# Squeezing and stretching indium arsenide

A few percent of volume, a few gigapascals and a few hundredths of an electronvolt per atom: these sizes belong together in a semiconductor such as indium arsenide. The table follows them through nine cells, computed with a semilocal density functional and with the nuclei at rest. Every cell is ideal zincblende, in which each atom has four neighbours of the other kind. A positive pressure means that the cell pushes outwards and has to be held compressed; a negative one means that it has to be held stretched.

InAs in the zincblende structure, computed with Ansatz 0.2.0 at fixed atoms: PBEsol, scalar-relativistic, no spin polarization, PAW, plane waves to 420 eV, 12×12×12 k mesh, Gaussian smearing of 0.1 eV. Energies are taken at zero smearing, relative to the elements' standard crystals in the same functional; pressure is positive in compression.

```tsv
volume (Å³/atom)	shortest distance (Å)	energy over elements (eV/atom)	pressure (GPa)
25.539	2.550	-0.148	6.940
26.404	2.579	-0.178	4.260
26.510	2.582	-0.180	3.960
27.356	2.609	-0.196	1.800
28.202	2.636	-0.200	-0.020
28.842	2.656	-0.198	-1.200
29.049	2.662	-0.196	-1.550
29.754	2.684	-0.186	-2.640
29.895	2.688	-0.184	-2.840
```

## 1. How much does a bond shorten when the cell shrinks?

From the cell at 28.202 Å³/atom to the smallest one, the volume falls by 9.4 percent and the shortest distance by 3.3 percent. The factor of about three is geometry: a volume is a product of three lengths, so each length takes roughly a third of the relative change.

This simple rule holds because the crystal has no hinges. The symmetry of zincblende fixes the place of every atom within the cell, and uniform compression leaves all bond angles unchanged. The bonds themselves must therefore take up the whole change. In a crystal whose polyhedra can tilt against each other, the volume could shrink while the bonds kept nearly their full length.

## 2. At what volume is the crystal at rest?

The lowest energy in the table belongs to 28.202 Å³/atom, but the pressure there is still slightly negative, so the resting volume is a little smaller. A straight line between this cell and the next smaller one reaches zero pressure at 28.19 Å³/atom. With eight atoms in the cubic cell, this means an edge of 6.09 Å.

Pressure finds the resting point better than energy does, because an energy curve is flat at its minimum. The cell at 28.842 Å³/atom lies only 0.002 eV/atom above the lowest one, which is hardly more than the last printed digit. Its pressure of −1.20 GPa, however, says plainly that it is stretched. Near the minimum the energy grows with the square of the displacement, whereas the pressure grows in proportion to it.

The result applies to nuclei at rest. Zero-point motion, absent here, is expected to enlarge the crystal slightly. The measured edge, as recalled, is nevertheless slightly shorter than the computed one, so this calculation overestimates it.

## 3. Which costs more, six percent in or six percent out?

Start with the simplest model, a spring that is equally stiff in both directions. Pressure is minus the slope of energy against volume, and the bulk modulus $B$ tells how fast the pressure rises as the relative volume falls. Equal stiffness means that the pressure follows a straight line in the volume. With $B$ taken at the reference cell, where the pressure is almost zero, the energy cost per atom is

$$\Delta E=\tfrac12\,B\,V_0\,x^2 ,$$

where $V_0$ is the volume of the reference cell and $x$ the relative change of volume. The two cells at three percent either side of the reference supply the stiffness:

$$B=28.202\times\frac{1.80+1.55}{29.049-27.356}\ \text{GPa}\approx 56\ \text{GPa}\approx 0.35\ \text{eV/Å}^3 .$$

For a change of six percent this gives

$$\Delta E\approx\tfrac12\times0.35\times28.2\times0.06^2\ \text{eV}\approx 0.018\ \text{eV per atom}.$$

The cells at six percent played no part in finding $B$, so they can judge the estimate. The computed costs are 0.020 eV/atom for compression and 0.016 eV/atom for expansion. The spring has the right size but misses each cost by about a tenth, too low on one side and too high on the other. Compression costs more, and the symmetric model cannot know it.

The misses are nearly equal and opposite, which shows what the model lacks. A term that changes sign with $x$ adds to the cost on one side and takes the same amount away on the other. Part of this term is geometry again. Six percent in shortens the bonds by 2.049 percent and six percent out lengthens them by only 1.973 percent, so even bonds that were perfect springs in length would make compression dearer by a factor of about 1.08. The computed ratio is 1.227, so the larger part comes from the bonds themselves, which harden when squeezed and soften when stretched.

## 4. Why does the crystal get stiffer as it shrinks?

The hardening runs through the whole table. Between the two smallest cells the bulk modulus is about 80 GPa; between the two largest it is little more than 40 GPa. The stiffness thus rises by four to five gigapascals for each gigapascal of pressure, a size worth remembering for many solids.

Bonds that were perfect springs in length would be expected to give a rise of only one gigapascal per gigapascal. The rest is expected from the different reach of attraction and repulsion. When atoms approach, the valence electrons are confined to less space, which raises their kinetic energy. The Pauli principle also keeps them out of the states of the filled inner shells, which take up a growing share of the room. These costs climb steeply as the distance shrinks, while the gain from bonding changes more gently. A compressed bond works against the steep wall; a stretched one is held by the gentle slope.

This is an argument from general principles, and the table agrees with it without proving it. The separate parts of the energy are recorded for two of these cells, so a change with volume can be formed, but it would not be a clean test. The kinetic energy listed there is that of the smooth waves only; the correction close to the nuclei, where the inner shells matter, is merged with other contributions in a single PAW term.

The same picture helps with a neighbouring compound. If phosphorus replaces arsenic, the smaller atom makes shorter bonds, with the bonding electrons packed more densely. Indium phosphide is indeed known to be the stiffer crystal.

## 5. Which digits can be trusted?

The two cells at 26.404 and 26.510 Å³/atom make a good test. Their printed energies differ by 0.002 eV/atom, and dividing this by the difference in volume gives a pressure of about 3 GPa. The pressures printed for the two cells average 4.11 GPa. The disagreement comes from rounding alone: each energy is given to a thousandth of an electronvolt, and over so small a step this can shift the result by 1.5 GPa.

With the energies of the same calculations taken to more digits, the slope gives 4.13 GPa. Over all eight steps between neighbouring cells, slope and mean pressure agree within about 0.04 GPa. Most of even this small difference is to be expected, because a curve is being treated as a straight line within each step.

The agreement also checks a setting. The wave cutoff is the same for all cells, so the number of plane waves changes with the volume. With too low a cutoff, the pressure taken from the stress would be offset from the slope of the energy, by a similar amount in every cell. No clear offset of this kind is visible here. The test concerns numerical consistency only. It cannot tell how far the functional itself is from nature. The nine cells are also a selection: runs that failed or met a known fault of the program, and some with graver warnings, were left out, so the agreement does not speak for those.

For practical use, then, pressures are consistent to a few hundredths of a gigapascal for this functional and these settings; a denser k mesh was not tried. Energy differences between close neighbours should not be taken from the rounded column.

## 6. Does the energy over elements show whether the compound survives pressure?

At 28.202 Å³/atom the energy over elements is −0.200 eV/atom, or −0.4 eV for each pair of indium and arsenic atoms. The compound is therefore more stable than the separate elements when nothing is compressed. In the smallest cell the value is still −0.148 eV/atom, and it is tempting to conclude that InAs remains stable at 6.94 GPa.

The comparison is not fair, because the elements in the reference stay uncompressed. At a given pressure the enthalpy decides, which is the energy plus pressure times volume. For the smallest cell this second term is about 1.1 eV/atom, some twenty times the energy spent on compression. The elements have such a term as well, so much of it cancels. What remains depends on how much more or less room the compound takes up than the elements, and it has to be weighed against the energy gained in forming the compound.

The table lacks the volumes and energies of the compressed elements and of other forms of InAs. The latter matter in practice: zincblende is an open structure, and pressure favours denser ones. Real InAs leaves the zincblende form at roughly 7 GPa, a recalled value, which is close to the pressure of the smallest cell.

## 7. Why does only the smallest cell have a gap?

The same calculations also give the electronic levels. On the sampled k mesh the smallest cell has a gap of 0.11 eV between filled and empty states, and in all the others the two sets touch. A crossing between the mesh points of the smallest cell could have been missed, so its gap is not fully certain. The gap is also hardly wider than the smearing of 0.1 eV, so "filled" and "empty" refer here to the count of bands; the levels on both sides of the gap are expected to be partly occupied in the run. Real InAs is a semiconductor with a gap of roughly 0.4 eV, again a recalled value, so the touching bands at the resting volume are an error of the method. Semilocal functionals are known to make gaps too small, and here the error is large enough to remove the gap altogether.

Two levels at the centre of the Brillouin zone explain the pattern. The lowest conduction level is s-like and antibonding, so it rises quickly as the bonds shorten. The top of the valence band consists of three p-like levels, which symmetry holds at one energy and which move less. In the smallest cell the s-like level evidently lies above them, and a gap remains.

In the larger cells it has sunk below them. It then takes two electrons that would otherwise fill the p-like set, and by count one of the three p-like levels is left empty; with smearing, the three share the loss equally. Filled and empty states now share one energy by symmetry, so the gap stays at zero however far the s-like level sinks. The output supports this: in all eight cells the filled and empty bands meet to within $10^{-11}$ eV, which symmetry explains and chance does not. In one of these cells the order can be seen directly, because its levels at the zone centre were recorded: a single level lies below a threefold one. Near the gap only the p-like set is threefold, so the single level is the s-like one. For the other seven cells the order is inferred from the touching bands.

The elastic results should hardly notice the change, because only a tiny region around the zone centre is affected, and it holds very few electrons. The bulk modulus does vary smoothly through the series, but with a single cell on the side with a gap this is a weak test.

## 8. Can one read off how fast the gap responds to volume, and what would spin-orbit coupling change?

The rate at which a gap changes with the logarithm of volume is called its deformation potential. Taken alone, the gaps of these cells allow only a lower bound on its size. If the s-like level has reached the p-like ones by 26.404 Å³/atom, the separation has shrunk by at least 0.11 eV while the volume grew by 3.4 percent. This makes at least 3.3 eV per unit of logarithmic volume, or about 0.03 eV for each percent. The true rate may be well above this, because a gap of zero hides how far the levels have passed each other. The Fermi energies point the same way: those of the eight cells without a gap follow one smooth curve, and only the smallest cell lies off it. An s-like level still close to the p-like ones at 26.404 Å³/atom would be only partly filled and would be expected to shift the Fermi energy there as well. The zone-centre levels recorded for one of the larger cells turn the bound into an estimate. Between the gap of the smallest cell and the inverted order in that larger one, the separation changes by about 5 eV per unit of logarithmic volume, or about 0.05 eV for each percent. This is a mean over the interval; the levels in every cell would show whether the rate itself changes with volume.

Spin-orbit coupling, which is missing here, splits the p-like top and lifts its upper part by a third of the splitting. With a recalled splitting of about 0.39 eV, the lift is 0.13 eV, slightly more than the only gap in the series. That gap might therefore vanish too.

In the other cells the coupling need not open a gap. The upper part of the split level still holds four states at one energy, and with the s-like level below, only two of them are filled. As long as the crystal stays cubic, the bands go on touching. What the resting crystal needs for a proper gap is a functional that places the s-like level higher.
